**Question: TiAl₃ squeezed and stretched in the plane. What is c doing?**

I have a series for tetragonal TiAl₃. The square a-b plane is strained by up to 3 % either way, and c is free to follow. Stress is counted positive in compression.

TiAl₃ (I4/mmm, 8-atom cell, 15.94 Å³ per atom unstrained) under equal strain along a and b, with c and the atoms relaxed in the strained cells. Ansatz 0.2.0, PBE, plane-wave PAW, scalar-relativistic, no spin polarisation, 420 eV cutoff, 10×10×4 k mesh, 0.1 eV Gaussian smearing. Energies are extrapolated to zero smearing; stress is positive in compression.

| strain (%) | energy change (meV/atom) | volume change (%) | c over a | stress xx (GPa) | stress zz (GPa) |
| --- | --- | --- | --- | --- | --- |
| -3 | 25.3 | -4.81 | 2.3387 | 9.12 | -0.01 |
| -2 | 10.8 | -3.20 | 2.3062 | 5.76 | -0.01 |
| -1 | 2.5 | -1.59 | 2.2743 | 2.71 | 0.00 |
| 0 | 0.0 | 0.00 | 2.2424 | -0.05 | 0.05 |
| 1 | 2.7 | 1.62 | 2.2117 | -2.53 | 0.00 |
| 2 | 10.2 | 3.18 | 2.1802 | -4.72 | 0.00 |
| 3 | 21.9 | 4.70 | 2.1486 | -6.64 | -0.01 |

1. c/a changes a lot. Does c itself move that much?
2. Why doesn't c make up for the lost or gained area, so that the volume stays the same?
3. What would change if I locked c, or took pure aluminium instead?
4. Why is squeezing by 3 % dearer than stretching by 3 %?
5. Can I get the energies from the stresses?
6. At 1 % the order is reversed. Is that real?
7. Does the smooth curve mean that a strained TiAl₃ film is stable?

**Answer**

**1.** No, most of the change in c/a is the change in a that you imposed. At −3 % the ratio rises from 2.24 to 2.34, yet c grows by only 1.2 %. Around the unstrained cell, c shrinks by about 0.4 % for each 1 % of stretch in the plane, and it grows by as much when the plane is squeezed.

**2.** Nothing in the crystal asks for constant volume. With c free, the cell settles where the stress along c vanishes, as the column stress zz shows. Keeping the volume would take a change in c of about 2 % for each 1 % in the plane, five times what happens. The volume therefore follows the plane, by about 1.6 % for each 1 %.

What sets the response is the bonds that slant from one layer to the next. Squeezing the plane shortens them, and they push the layers apart until the push is balanced. A simpler system shows what such bonds would do on their own: a crystal of balls joined only by springs between nearest neighbours. In the TiAl₃ structure a slanting spring spans a/2 sideways and c/4 upwards, so its squared length is $a^2/4 + c^2/16$. It keeps that length if c changes by $4(a/c)^2 = 4/2.24^2 \approx 0.8$ % for each 1 % in the plane, in the opposite direction.

The calculated response is half of that, so springs between neighbours are not the whole story. They resist only changes of length, whereas bonds between titanium d and aluminium p orbitals, which make up half of the slanting bonds (the rest join aluminium to aluminium), are expected to resist changes of angle as well, and a growing c tilts the slanting bonds. This is the likely reason for the weak response, though the series can't separate it from forces between more distant atoms.

**3.** With c locked, the volume would change by 5.9 % instead of 4.8 % at −3 %. A squeezed crystal would then press outwards along c, and a stretched one would pull inwards. The energy of each strained cell would be higher, because the free c has already found the lowest energy for the given plane.

Aluminium is a good neighbour to compare, since TiAl₃ is an ordered and slightly elongated version of the same close packing. Its bonding is much less directional, and its response comes closer to that of the balls and springs. Its c axis would change by roughly as much as the plane, going by its known elastic constants. As a rule, the more a crystal resists changes of angle compared with changes of volume, the less c follows.

**4.** Atoms repel each other ever more steeply as they approach, while the force that pulls them back grows ever more slowly as they part. The stress shows this directly: each further 1 % of squeezing adds more stress than the one before, and each further 1 % of stretching adds less. The stress is 9.1 GPa at −3 % but only 6.6 GPa in size at +3 %. Energy is the work done against this stress, so squeezing is dearer, in the table by 3.4 meV/atom at 3 %.

**5.** Yes, quite well. Let $e$ be the in-plane strain as a fraction, $V$ the volume per atom and $M$ the in-plane stress per unit of strain. While the stress grows in proportion to the strain, each of the two in-plane directions takes up work $\tfrac12 M e^2$ per volume. The free c adds nothing, because there is no stress along it. Together this gives

$$\Delta E = V M e^2 .$$

The stresses at −1 and +1 % give $M = (2.71 + 2.53)/0.02 = 262$ GPa. With $V = 15.94$ Å³ and 1 eV/Å³ = 160.2 GPa, a strain of 3 % costs $15.94 \times (262/160.2) \times 0.03^2 = 0.0235$ eV, or 23.5 meV/atom.

The table has 25.3 meV/atom at −3 % and 21.9 at +3 %, with a mean of 23.6. The formula hits the mean but is 1.8 meV/atom too low for the squeezed side and 1.6 too high for the stretched one, mainly because it leaves out the stiffening under compression and the softening under tension. With smeared occupations the stress is the slope of the free energy, not of the extrapolated energy in the table, so a closer comparison should use the free energies. In the mean of the pair these two errors nearly cancel. No energy was used to find $M$, but stress and energy come from the same calculation, so the agreement shows that they are consistent, not that they match nature. The output below gives the estimate for every row.

**6.** I wouldn't read anything into it. The table puts +1 % above −1 % by 0.2 meV/atom, but its energies are extrapolated to zero smearing of the electron occupations. The free energies of the same runs, without that extrapolation, keep this order but differ by only about 0.05 meV/atom. The remaining 0.14 meV/atom is the extrapolation itself: it adds half the smearing entropy term, which is larger in the stretched cell (0.018591 eV) than in the squeezed one (0.016395 eV).

Even that small gap depends on the starting point. The unstrained cell was not relaxed again and is still under a tension of about 0.05 GPa in the plane, so the true minimum lies at a slightly smaller a. This makes 1 % of squeezing cheaper and 1 % of stretching dearer, by about 0.1 meV/atom each, which is enough to turn the order of the free energies round and about cancels the 0.2 meV/atom of the table. Both effects grow with strain. At 2 % the gap is 0.6 meV/atom in the table but about 0.9 in the free energies, and at 3 % the leftover tension shifts each side by about 0.3 meV/atom. The gap of 3.4 meV/atom at 3 % is larger than such effects, so its sign is safe, but its size is uncertain by several tenths.

For the stresses, the same leftover of 0.05 GPa is only a small offset. The steps from row to row are 1.9 GPa or more, and their trend is not in doubt. How close the values come to a real crystal is another matter: PBE can miss elastic stiffness by several per cent.

**7.** Not by itself. There is no jump in c or in the stress that would point to a phase change along this path. However, the relaxation kept the tetragonal symmetry, so a distortion that breaks it had no chance to appear. Every atom sits on a site fixed by that symmetry, so in effect only c was relaxed.

The loading does resemble that of a thin film with c upright: the substrate fixes the plane, and the free surface lets c adjust. A mismatch of 1 % would put about 2.6 GPa into a perfect film, and the free c axis doesn't remove that stress. A real film may yield or crack before it gets there.

Numerical output:

```
Response of c and volume:
  row  change of c in %  change of c needed for constant volume in %  volume change with c locked in %
   -3             1.166                                        6.281                             -5.91
   -2            0.7883                                        4.123                             -3.96
   -1            0.4084                                         2.03                             -1.99
    0                 0                                            0                                 0
    1           -0.3828                                        -1.97                              2.01
    2           -0.8293                                       -3.883                              4.04
    3            -1.309                                        -5.74                              6.09
Stress and energy:
  row  stress xx less that of the row before in GPa  energy from stress slope in meV/atom  estimate less table in meV/atom
   -3                                           n/a                                 23.46                           -1.844
   -2                                         -3.36                                 10.43                          -0.3749
   -1                                         -3.05                                 2.606                           0.1063
    0                                         -2.76                                     0                                0
    1                                         -2.48                                 2.606                         -0.09372
    2                                         -2.19                                 10.43                           0.2251
    3                                         -1.92                                 23.46                            1.556
Change of c per 1 % in-plane strain, between -1 and +1 (%): -0.3956
Volume change per 1 % in-plane strain, between -1 and +1 (%): 1.605
Part of the constant-volume response of c reached at -3 (%): 18.56
Part of the constant-volume response of c reached at +3 (%): 22.79
Share of the logarithmic c/a change at -3 that is the imposed change of a (%): 72.44
In-plane stiffness with c free (GPa): 262
Size of stress xx at -3 over that at +3: 1.373
First stress step over last stress step: 1.75
Mean energy change of the pair at 3 % (meV/atom): 23.6
Mean energy change of the pair at 1 % (meV/atom): 2.6
Mean energy at 3 % over mean energy at 1 %: 9.077
Energy at -3 less energy at +3 (meV/atom): 3.4
Energy at -1 less energy at +1, table (meV/atom): -0.2
Free-energy change at -1 (meV/atom): 2.589
Free-energy change at +1 (meV/atom): 2.634
Free energy at -1 less free energy at +1 (meV/atom): -0.045
Smearing entropy term at +2 over that at -3: 1.351
```
